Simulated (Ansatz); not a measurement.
# CdF2: the change of pressure and formation energy with volume per atom

All results are calculated (Ansatz 0.2.0). Plane-wave density functional theory, PAW datasets, Gaussian smearing 0.05 eV: one cell in which all forces lie under 0.002 eV/angstrom; stress (xx yy zz yz xz xy) and pressure positive in compression; site moments are of spin alone; formation energy from the elements run alike, uncorrected.

Cell of the first row (space group Fm-3m, No. 225):
```
CELL_PARAMETERS angstrom
0.00000 2.70300 2.70300
2.70300 0.00000 2.70300
2.70300 2.70300 0.00000
ATOMIC_POSITIONS crystal
Cd 0.00000 0.00000 0.00000
F 0.25000 0.25000 0.25000
F 0.75000 0.75000 0.75000
```

Settings of every row: paw set soft_2; functional PBE; spin treatment none; moment partition spheres; spin axis none; wave cutoff 420 eV; k mesh 12x12x12; SCF start atoms; lower state search light; symmetry use detected.

Atom first moment, atom hubbard u: 0 on all atoms.

```
row  volume per atom (Å³)  pressure (GPa)  formation energy (eV per atom)  energy above relaxed cell (meV per atom)
  1                13.165           4.301                         -2.1681                                      7.22
  2                13.175           4.212                         -2.1684                                      6.93
  3                 13.45           1.986                         -2.1737                                      1.68
  4                13.543           1.292                         -2.1746                                      0.75
  5                13.724               ?                               ?                                         ?
  6                13.999          -1.760                         -2.1738                                      1.55
  7                14.273          -3.332                         -2.1694                                      5.93
```

Question: what pressure and formation energy should row 5 give?

Worked fit of pressure. Take u = (V_r/V)^(2/3) − 1 with V_r = 13.496 Å³ an atom, which is twice the finite (Eulerian) strain; such expansions in the strain, on which the Birch-Murnaghan equation of state is built, carry the rest volume and the bulk modulus. The shown rows have u = 0.01669, 0.01618, 0.00228, -0.00231, -0.0241, -0.03663. Least squares give pressure = 1.6404 + 151.876 × u + 441.59 × u² GPa; a straight line predicts inner rows, each left out in turn, worse (root mean square 0.16 against 0.0038 GPa). The rows lie off it by 0.003, -0.001, -0.003, 0.000, 0.003, -0.002. The pressure vanishes at u = -0.0112, or V = 13.73 Å³ an atom, and there the bulk modulus at fixed shape and fractions is B = −V dP/dV = (2/3)(1 + u) dP/du = 93.6 GPa. The withheld row has u = -0.01111, so the fit gives 1.6404 + 151.876 × (-0.01111) + 441.59 × (-0.01111)² = 0.008 GPa.

The calculation gave 0.005 GPa. The fit lies 0.003 GPa (59 % of the value, 0.039 % of the column's range) above it; its largest miss of a shown row is 0.003 GPa.

Worked fit of formation energy. Take u = (V_r/V)^(2/3) − 1 with V_r = 13.496 Å³ an atom, which is twice the finite (Eulerian) strain; such expansions in the strain, on which the Birch-Murnaghan equation of state is built, carry the rest volume and the bulk modulus. The shown rows have u = 0.01669, 0.01618, 0.00228, -0.00231, -0.0241, -0.03663. Least squares give formation energy = −2.17418 + 0.2084 × u + 9.263 × u² eV per atom; a straight line predicts inner rows, each left out in turn, worse (root mean square 0.0033 against 4.1e-05 eV per atom). All shown rows lie on it to the printed digit. The withheld row has u = -0.01111, so the fit gives −2.17418 + 0.2084 × (-0.01111) + 9.263 × (-0.01111)² = -2.1754 eV per atom.

The calculation gave -2.1754 eV per atom. The fit meets it to the printed digit.

The other values of row 5: energy above relaxed cell 0 meV per atom.
